**Reading addition energies of a hard-wall dot with a central charge**

The addition energy $A(N)=\mu(N+1)-\mu(N)$, with $\mu$ the chemical potential, mixes charging, level spacing and spin. The r2SCAN series below lets these parts be separated. Energies are in hartree\*, lengths in bohr\*; 1p means the lowest p level, and so on.

Spin-polarised r2SCAN Kohn-Sham calculations (radks radial solver with Libxc) of a spherical dot with m-averaged shells, a hard wall at radius 6.33 bohr* and a central point charge of 2 e, in effective atomic units. Levels are numbered by radial order; the greedy filling can miss a lower state. Chemical potential is E(N)-E(N-1), addition energy E(N+1)+E(N-1)-2E(N).

| electrons | chemical potential (hartree*) | unpaired electrons | rms radius (bohr*) | highest eigenvalue (hartree*) | highest level | addition energy (hartree*) |
| --- | --- | --- | --- | --- | --- | --- |
| 1 | -2.000 | 1 | 0.873 | -1.588 | 1s up | n/a |
| 2 | -0.9048 | 0 | 1.104 | -0.6076 | 1s down | 1.092 |
| 3 | 0.1874 | 1 | 2.423 | 0.2662 | 2s up | 0.2171 |
| 4 | 0.4045 | 0 | 2.929 | 0.4877 | 2s up | 0.2110 |
| 5 | 0.6155 | 3 | 3.207 | 0.7072 | 1p up | 0.1909 |
| 6 | 0.8064 | 4 | 3.419 | 0.9054 | 1p up | 0.2369 |
| 7 | 1.043 | 3 | 3.588 | 1.134 | 2s down | 0.2286 |
| 8 | 1.272 | 2 | 3.719 | 1.362 | 1p down | 0.1817 |
| 9 | 1.454 | 1 | 3.826 | 1.546 | 1p down | 0.1862 |
| 10 | 1.640 | 0 | 3.917 | 1.734 | 1p down | 0.3160 |
| 11 | 1.956 | 1 | 4.008 | 2.046 | 1d up | 0.1818 |
| 12 | 2.138 | 2 | 4.086 | 2.229 | 1d up | 0.1833 |
| 13 | 2.321 | 3 | 4.152 | 2.413 | 1d up | 0.1839 |
| 14 | 2.505 | 4 | 4.211 | 2.597 | 1d up | 0.1842 |
| 15 | 2.689 | 5 | 4.263 | 2.781 | 1d up | 0.2473 |
| 16 | 2.936 | 4 | 4.310 | 3.025 | 1d down | 0.1777 |
| 17 | 3.114 | 3 | 4.352 | 3.203 | 1d down | 0.1793 |
| 18 | 3.293 | 2 | 4.391 | 3.383 | 1d down | 0.1804 |
| 19 | 3.474 | 1 | 4.426 | 3.564 | 1d down | 0.1811 |
| 20 | 3.655 | 0 | 4.458 | 3.745 | 1d up | 0.3368 |
| 21 | 3.992 | 1 | 4.492 | 4.080 | 1f up | 0.1785 |
| 22 | 4.170 | 2 | 4.522 | 4.259 | 1f up | 0.1788 |
| 23 | 4.349 | 3 | 4.551 | 4.438 | 1f up | 0.1792 |
| 24 | 4.528 | 4 | 4.577 | 4.617 | 1f up | 0.1795 |
| 25 | 4.708 | 5 | 4.602 | 4.797 | 1f up | 0.1796 |
| 26 | 4.887 | 6 | 4.625 | 4.977 | 1f up | 0.1798 |
| 27 | 5.067 | 7 | 4.647 | 5.157 | 1f up | 0.2425 |
| 28 | 5.310 | 6 | 4.667 | 5.396 | 1f down | 0.1762 |
| 29 | 5.486 | 5 | 4.687 | 5.572 | 1f down | 0.1765 |
| 30 | 5.662 | 4 | 4.705 | 5.749 | 1f down | 0.1769 |
| 31 | 5.839 | 3 | 4.723 | 5.927 | 1f down | 0.1773 |
| 32 | 6.016 | 2 | 4.739 | 6.104 | 1f down | 0.1776 |
| 33 | 6.194 | 1 | 4.755 | 6.282 | 1f down | 0.1778 |
| 34 | 6.372 | 0 | 4.770 | 6.460 | 1f up | 0.3608 |
| 35 | 6.733 | 1 | 4.786 | 6.820 | 1g up | 0.1755 |
| 36 | 6.908 | 2 | 4.801 | 6.996 | 1g up | 0.1760 |
| 37 | 7.084 | 3 | 4.815 | 7.172 | 1g up | 0.1764 |
| 38 | 7.260 | 4 | 4.829 | 7.349 | 1g up | 0.1766 |
| 39 | 7.437 | 5 | 4.842 | 7.526 | 1g up | 0.1768 |
| 40 | 7.614 | 6 | 4.854 | 7.702 | 1g up | 0.1769 |

**1. What holds the electrons?**

The charge binds two. One electron gives the hydrogenic $-Z^2/2=-2.000$, which is largely built into the functional and tests nothing; two give a helium-like $1s^2$ core. That core is neutral, so from $N=3$ the chemical potential is positive and only the wall confines. In the $N=10$ run the 1s level has a mean radius of about 1, while 2s, 1p and 1d lie at 4.12 to 4.44. The dot is a core plus an outer layer of $N-2$ electrons, whose lowest s level is the one called 2s in the $N=10$ and $N=20$ runs. The layer's potential lifts the core level faster than its own: the 1s–2s spacing falls from 0.31 to 0.17 between those runs, so towards the end of the table the two s levels mix and trade names. Both stay doubly filled, so the count of two core electrons survives.

**2. Why a plateau near 0.18?**

Each electron pays repulsion to the previous one, $e^2$ over a capacitance. Charge spread on the wall would cost $1/R=0.158$; a thin shell at the layer's rms radius $r_\text{out}$ (core removed) would cost 0.201 at $N=40$. Every row from $N=11$, apart from the four peaks, lies between these two values, at 0.1755 to 0.1842. The slow fall accompanies the layer's outward creep. The value is not pure charging, since exchange lowers it (question 5), so $1/A\approx5.6$ is only an effective capacitance.

**3. Why is the highest eigenvalue above the chemical potential?**

By Janak's theorem the eigenvalue $\varepsilon$ is the slope of $E$ in an occupation, and $\mu$ is that slope averaged over one electron. If $E$ curves quadratically with curvature $U$, the slope runs from $\varepsilon-U$ to $\varepsilon$, so $\mu=\varepsilon-U/2$. From $N=11$ the mean offset is 0.0890 and half the plateau is 0.0894; the worst rows, $N=28$ and 29, miss by 0.002, twice the rounding. The exact energy is piecewise linear in electron number, so this curvature between integers is the self-interaction (delocalisation) error of a semilocal functional. It is as large at closed shells as at open ones, and at $N=1$ the offset is 0.412. The charging step between integers is real: the exact functional carries it as a jump in slope. Removal energies should come from total energies.

**4. Why peaks at 10, 20 and 34, and how large?**

Repulsion pushes the layer outwards, where levels differ mainly by angular momentum. It fills s, p, d, f, g and closes at $N=2+2(L+1)^2=4,10,20,34,52$. Radially excited states pay heavily: 2p lies above 1g in both the $N=10$ and $N=20$ runs.

Adding costs $\varepsilon_\text{empty}+U/2$ and removing returns $\varepsilon_\text{filled}-U/2$, so $A=U+\text{gap}$. For $N=10$, with nothing fitted, the neighbours give $U=(0.1862+0.1818)/2=0.1840$, the run's levels give $1.8659-1.7336=0.1323$, and the sum is 0.3163 against 0.3160. At $N=20$ the mismatch is 0.0006.

The gap itself is only bracketed. A rotor, $(l+1)/\langle r\rangle^2$ with the mean radius of the upper level, falls 14 to 23 % below the computed p–d, d–f and f–g gaps; theory makes it a lower bound for nodeless levels in one local potential, approximately so for a meta-GGA. The empty box lies 4 to 45 % above them. Both overshoot the s–p gap of 0.046 at $N=10$, the box nearly threefold, as 2s is raised by orthogonality to the core. The excesses 0.132, 0.157, 0.184 suggest about 0.21 at $N=52$, an extrapolation only.

**5. Why smaller peaks at 15 and 27, and a sawtooth?**

Hund's rule fills d and f with one spin first. At half filling the next electron enters the minority spin and forgoes exchange with the majority, which costs 0.066 and 0.065. Local exchange over a fixed volume gives $-C\,(n_\uparrow^{4/3}+n_\downarrow^{4/3})$ for the outer spin populations. Its curvature goes as $-n_\sigma^{-2/3}$, so $A$ rises while a spin channel fills and drops when filling moves to the emptier one, as in both halves of d and f.

A constant, a linear drift and $C$ were fitted to $N=11$–19 and $N=21$–33 separately, without the peak rows. The largest residual is 0.0003, against 0.0033 for a Stoner term quadratic in the unpaired electrons, which has no sawtooth and, without the peak row, one free parameter fewer. That comparison shows a step at half filling, not the exponent: a plain step with the same number of parameters does nearly as well. The fitted $C$ of 0.124 and 0.134 trades against the drift and is only roughly fixed. The exchange-correlation energies at $N=10$ and 20 give 0.123 but include correlation, the core and a changing volume; the peaks give 0.1017 and 0.1102, and a uniform sphere 0.0912. Exact exchange on fixed m-averaged orbitals would curve equally in both halves of a shell, so the sawtooth may belong to the semilocal form and not to a real dot. The predicted peaks exceed the table's excess by 22 % in both shells. Correlation, which favours opposite-spin pairs, should shrink the splitting and may explain part of this overshoot, but every run here uses the full functional, so that is untested. One fitted $C$ does not carry both sawtooth and peak.

**6. What happens from 4 to 7?**

These rows change configuration and are no single trend. In these runs $N=4$ is $2s^2$, but $N=5$ is $2s^1 1p^2$ with three unpaired: a 2s electron is promoted and flipped, and the exchange gain offsets the small gap, so no closure peak appears. At $N=6$ the layer is fully polarised, and the step to spin down raises $A$. At $N=7$ filling passes from 2s down to 1p down; the excess of 0.045 over rows 8 and 9 resembles the s–p gap, known only at $N=10$ and 20. A $2s^1 1p^1$ triplet at $N=4$ is the kind of state a greedy filling can miss; its energy was not computed here, so it may lie above or below $2s^2$. The filling at $N=4$, the addition energies at $N=3$ to 5 and the missing closure peak are therefore provisional. A missed state lower by $\delta$ at $N$ would raise $A(N)$ by $2\delta$ and lower both neighbours by $\delta$.

**7. What would another radius or charge change?**

By scaling, charging and exchange go as $1/R$ and gaps as $1/R^2$. Doubling $R$ would roughly halve the ratio of closure excess to plateau (0.72 at $N=10$, 1.04 at $N=34$) and bring the low closures near the spin peaks, where reshuffles like $N=5$ spread and fillings need an explicit search. Without the central charge the core vanishes and the first closures move to 2, 8, 18; a charge of 3 would bind the third electron and pull the s levels down first.

**8. Which digits hold?**

Differences of the printed chemical potentials reproduce $A$ within 0.0006, so take $A$ from its own column. Peak positions from $N=10$ and their heights to two figures are supported within the spherical model, provided the greedy filling missed no lower state there. Steps of 0.0001 to 0.0005 carry no convergence estimate, and smoothness within half-shells is partly imposed, since averaging removes multiplets and deformation. The label "up" at $N=4$, 20 and 34 marks a spin-degenerate level. The printed analysis follows below.

Numerical output:

```
energies hartree*, lengths bohr*; rounding: addition 5e-5, mu or eps differences 1e-3
max|A-(mu(N+1)-mu(N))| = 0.0006
N=1 hydrogenic mu -2.000 (table -2.000), rms 0.866 (table 0.873)
N=2 screened Z-5/16 mu -0.848 (table -0.9048)
empty box 1s 0.1232 vs mu(3) 0.1874; outer closures 2+2(L+1)^2: [4, 10, 20, 34, 52]
plateau N>=11: mean 0.1788 min 0.1755 max 0.1842; 1/R 0.1580
 N=12 A 0.1833 1/A 5.46 r_out 4.45 1/r_out 0.2248 A*R 1.160 A*r_out 0.815
 N=18 A 0.1804 1/A 5.54 r_out 4.64 1/r_out 0.2155 A*R 1.142 A*r_out 0.837
 N=24 A 0.1795 1/A 5.57 r_out 4.77 1/r_out 0.2097 A*R 1.136 A*r_out 0.856
 N=31 A 0.1773 1/A 5.64 r_out 4.87 1/r_out 0.2051 A*R 1.122 A*r_out 0.864
 N=40 A 0.1769 1/A 5.65 r_out 4.97 1/r_out 0.2011 A*R 1.120 A*r_out 0.880
peak excess over neighbours: N10 0.1320 N15 0.0663 N20 0.1570 N27 0.0645 N34 0.1842
N=10 gaps s-p,p-d,d-f,f-g: [0.0461 0.1323 0.1762 0.2171]
  rotor [0.0554 0.1015 0.143  0.1813] err % [ 20. -23. -19. -16.]
  box   [0.1288 0.1626 0.1948 0.2261] err % [179.  23.  11.   4.]
N=20 gaps s-p,p-d,d-f,f-g: [0.0427 0.1118 0.1564 0.1977]
  rotor [0.0481 0.0917 0.1321 0.1701] err % [ 13. -18. -16. -14.]
  box   [0.1288 0.1626 0.1948 0.2261] err % [202.  45.  25.  14.]
excess-gap: N10 -0.0003 N20 0.0006
N34 excess vs rotor 4/r_out^2 0.1660 (-10%), box 0.2261 (23%)
excess over mean A(8,9)=0.1840: N3 0.0331 N4 0.0270 N5 0.0069 N6 0.0529 N7 0.0446
C uniform sphere 0.0912; C from xc(20)-xc(10) 0.1227
d shell, no peak row: U 0.1975 drift -0.00074 C 0.1236 rms res 0.00021 max 0.00033
  residual 1e-4: [-2. -2.  1.  3.  3.  1. -1. -3.]
  Stoner (no sawtooth) rms 0.00176 max 0.00331; I=excess/M 0.0133
  peak excess predicted 0.0806 table 0.0663 (22%); C from peak 0.1017
  rise up half 0.0024, drop across peak -0.0065, rise down half 0.0034
f shell, no peak row: U 0.1893 drift -0.00031 C 0.1343 rms res 0.00009 max 0.00015
  residual 1e-4: [-2.  0. -0. -0.  1.  0. -0.  1.  1.  0. -1. -1.]
  Stoner (no sawtooth) rms 0.00094 max 0.00175; I=excess/M 0.0092
  peak excess predicted 0.0786 table 0.0645 (22%); C from peak 0.1102
  rise up half 0.0013, drop across peak -0.0036, rise down half 0.0016
exchange part C_d(peak)*D2, N=3..9: [ 0.    -0.135  0.031  0.104 -0.053 -0.029 -0.022]
eps-mu N=1..10: [0.412 0.297 0.079 0.083 0.092 0.099 0.091 0.09  0.092 0.094]
eps-mu N>=11 mean 0.0890, half plateau 0.0894
eps-mu-U/2, N>=8: rms 0.0009; worst N29 -0.0022 N28 -0.0021 N30 -0.0015 N21 -0.0012 N9 -0.0011
closure excess/plateau: N10 0.72 N20 0.87 N34 1.04
```
